Row 7 looks wrong. Its function lies about 2 eV below the valence top, some 6 eV above row 6, which belongs to the same oxygen atom. An electron pair so much less tightly bound might be expected to spread further, yet row 7 has the smaller spread, 0.846 against 0.977 Å². Either the energy or the width seems to belong to another function.

Maximally localised Wannier functions of SnO₂, computed with Ansatz 0.2.0 (r2SCAN, plane waves, PAW) from O 2s and O 2p trial orbitals in the r2SCAN cell (edges 4.761, 4.761 and 3.200 Å). The plane-wave cutoff is 500 eV and the k mesh 4×4×6, without spin polarisation. On-site energies are relative to the valence top, and centres are Cartesian.

| row | function spread (angstrom^2) | function on site (eV) | function x (Å) | function y (Å) | function z (Å) |
| --- | --- | --- | --- | --- | --- |
| 1 | 1.020 | -8.137 | 1.621 | 1.673 | -0.386 |
| 2 | 1.020 | -8.137 | 0.708 | 4.001 | 1.987 |
| 3 | 1.020 | -8.137 | 4.001 | 0.708 | 1.986 |
| 4 | 1.020 | -8.137 | 3.088 | 3.140 | -0.386 |
| 5 | 1.020 | -8.137 | 1.621 | 1.673 | 0.386 |
| 6 | 0.977 | -8.285 | 1.111 | 1.174 | 0.000 |
| 7 | 0.846 | -2.082 | 1.547 | 1.382 | 0.000 |
| 8 | 1.020 | -8.137 | 0.708 | 4.001 | 1.214 |
| 9 | 0.846 | -2.080 | 0.998 | 3.928 | 1.600 |
| 10 | 0.978 | -8.284 | 1.206 | 3.491 | 1.600 |
| 11 | 1.020 | -8.137 | 4.001 | 0.708 | 1.214 |
| 12 | 0.977 | -8.285 | 3.491 | 1.206 | 1.600 |
| 13 | 0.846 | -2.082 | 3.928 | 0.998 | 1.600 |
| 14 | 1.020 | -8.137 | 3.088 | 3.140 | 0.386 |
| 15 | 0.846 | -2.080 | 3.379 | 3.213 | 0.000 |
| 16 | 0.978 | -8.284 | 3.587 | 3.650 | 0.000 |

The rows are Wannier functions: the waves of the filled bands built mainly from oxygen 2s and 2p, which run through the whole crystal, recombined into compact functions that hold two electrons each. The columns function x, y and z give the centre of a function. The function spread is its mean square width about that centre, and the function on site is its mean energy, counted from the valence top.

Row 7 is no stray. Rows 9, 13 and 15 repeat it on the other three oxygens, and the remaining twelve functions all lie near −8 eV. Each oxygen thus carries three low functions and one high one. The question is what sets the fourth apart.

## Three readings

The tempting answer comes from the starting point. The search began from one 2s and three 2p orbitals on each oxygen, so the deep functions ought to be 2s and the shallow ones 2p.

The second reading is the chemist's picture of four electron pairs around an oxygen, as in water. The pairs point to the corners of a tetrahedron, and here three of them would form bonds to tin while the fourth is a lone pair.

The third reading starts from the shape of the site. Oxygen in SnO₂ has three tin neighbours, and all four atoms lie in one plane. Three hybrids of 2s with the two in-plane 2p orbitals can point at the three tin atoms, and the 2p orbital that stands upright on the plane is left over.

## Counting and looking at the centres

Counting removes the first reading. Separate 2s and 2p functions would give four low rows and twelve high ones, and the table has twelve low and four high. The positions agree with the count: a pure s or p orbital on an undisturbed atom is centred on the nucleus, whereas every low function sits at least 0.45 Å away from its oxygen, roughly in the direction of a tin atom. The trial orbitals fixed how many functions there are and which states they span. Within that set the search was free to mix 2s with 2p, and it did.

The second reading is harder to dismiss, because on a lone oxygen ion it would be the outcome of the search. Maximal localisation makes the summed spread as small as it can. For hybrids built on one atom, this means pushing the centres as far from the nucleus as possible. Let $f$ be the share of 2s in a hybrid and $D$ a length, the dipole matrix element between 2s and 2p. The centre then lies at a distance

$$d = 2D\sqrt{f(1-f)}$$

from the nucleus. Four tetrahedral hybrids, each with $f=1/4$, give a sum of $d^2$ equal to $3D^2$. Three planar hybrids with $f=1/3$ and a bare p orbital give only $8D^2/3$. On a lone ion, the search would end at the tetrahedron.

In the crystal it does not. On an atom alone, a tetrahedral lone pair would sit as far from the nucleus as the other three pairs. Bonding may draw those three further out, but the lone pair should remain clearly displaced. The high functions are only 0.12 Å from their oxygen, against a mean of 0.46 Å for the low ones. The fourth function is therefore close to a plain p orbital, and the third reading is the one that fits the positions. The likely reason is that hybrids lying in the plane can extend onto the tin atoms, and localisation gains more from this than it loses by giving up the tetrahedron.

A trace of the tetrahedron survives. The small shift of the high function is along the normal of the plane, and the three low functions lean slightly the other way. Put into the formula for $d$, with the low functions taken as the standard for $f=1/3$, the shift corresponds to an s share of a per cent or so, and to somewhat more if bonding has lengthened the shifts of the low functions. It should not be read as a polar lone pair or as a displaced atom. The plane is a mirror of the crystal, so a set with the shift on the other side would be just as good, and the search simply settled on one of these equivalent sets.

## Where the 6 eV comes from

In a free oxygen atom, 2s lies far below 2p. A function that contains some 2s is pulled down in proportion to its share. There is only one 2s orbital on each oxygen, and three functions divide it between them while the fourth gets almost none. The step in the table is, on this view, one third of the distance between two atomic levels.

Written out, with $E_s$ and $E_p$ for the two atomic levels, a hybrid has the mean energy

$$E(f) = f\,E_s + (1-f)\,E_p .$$

The high function has $f\approx 0$ and the energy $E_p$. A low function has $f=1/3$, and the step between them is

$$E(0)-E(1/3) = \frac{E_p-E_s}{3} \approx \frac{15\ \text{eV}}{3} = 5\ \text{eV}.$$

The 15 eV is a rough recalled value for the free atom, and none of the sixteen rows went into it. The table gives a step of 6.1 eV between the two group means, so the estimate falls short by 1.1 eV, or 18 per cent of the computed step.

The same formula judges the other two readings by energy. Separate 2s and 2p functions would stand the full 15 eV apart. Tetrahedral hybrids have equal s shares, so mixing would give no step at all, and the whole 6 eV would have to come from the surroundings of the oxygen. Only the division by three comes near the table without further help.

The remaining 1.1 eV is a natural place for the energy gained by bonding and for the electric field of the neighbouring ions. Its size should not be trusted, however. A free-atom separation of 18 eV instead of 15 would remove nearly all of it. What the estimate supports is the order of importance: the s share accounts for most of the step, and the surroundings of the oxygen for a smaller part.

This matters to anyone who wants to use the energies. The value near −8 eV should not be read as the position of a peak in a photoemission spectrum. It is an average over deep s-like and shallow p-like bands. In the simple model the three hybrids on one oxygen are coupled to each other by $(E_s-E_p)/3$, about −5 eV, and this coupling separates them again into one deep s state and two p states.

## Why the higher function is the narrower one

The oddity of row 7 can now be taken up again. Spreads are measured about each function's own centre, and the centres differ. For a fair comparison both functions should be measured from the oxygen nucleus, which is done by adding the square of the shift to the spread. Row 1 becomes $1.020+0.469^2=1.24$ Å², and row 7 becomes $0.846+0.117^2=0.86$ Å². The difference has grown.

On an isolated atom it would have the opposite sign. The width of a hybrid about the nucleus is the average of the 2s and 2p widths, weighted by their shares, and 2s is slightly more compact than 2p in oxygen. The low functions should then be a little narrower than the high one. All twelve are wider, so part of their density probably lies outside the oxygen atom. As they point at tin, the tails most plausibly sit there, although neighbouring oxygens may hold some of the density too.

Energy and width therefore report on different things. The energy mainly tells how much 2s a function contains, and the width tells how far it reaches towards its neighbours. A bonding hybrid is low on the first account and wide on the second. The upright p orbital has almost no 2s to lower it and no tin atom in front of it to spread onto, which makes it both high and narrow.

The position of the centre is a poorer witness to bonding than it seems. The low functions are centred a little over a fifth of the way from oxygen to tin, well short of the midpoint, which fits a polar bond whose electrons belong mostly to oxygen. But an s–p hybrid on a free atom is off-centre as well, with no partner in sight. The shift alone does not measure covalency; the extra width is the better evidence.

## A detail the picture does not explain

The twelve low functions are not quite equal. On each oxygen, one hybrid points to the tin atom at the same height along $z$, and two point to tin atoms above and below. The single one lies 0.15 eV deeper. It is tempting to give it more 2s, and there is a rule for hybrids that does so: two equal hybrids on one atom can be orthogonal only if $f+(1-f)\cos\theta=0$, where $\theta$ is the angle between them.

The centres of the two equal hybrids, seen from oxygen, are 111° apart. The rule then assigns so much more 2s to the single hybrid that it should lie 3 eV deeper, twenty times the computed splitting. It should also sit further from the nucleus than the other two, and it sits slightly closer. The rule most likely fails because it assumes functions that live on oxygen alone, whereas the tails on the neighbours also move the centres and so alter the angle. A difference in s share of about one per cent would be enough for 0.15 eV, but so might a small difference in bonding, and the choice between them remains a guess.

## Carrying the argument to another oxide

The useful question is how many functions divide the single 2s orbital of the oxygen. In SnO₂, with three metal neighbours in a plane, three functions do, and the fourth stays behind as a p orbital several eV higher. With four equal neighbours at the corners of a tetrahedron, symmetry allows four equal hybrids, and the step should close. That second case is an inference from the argument, not a result of this table.
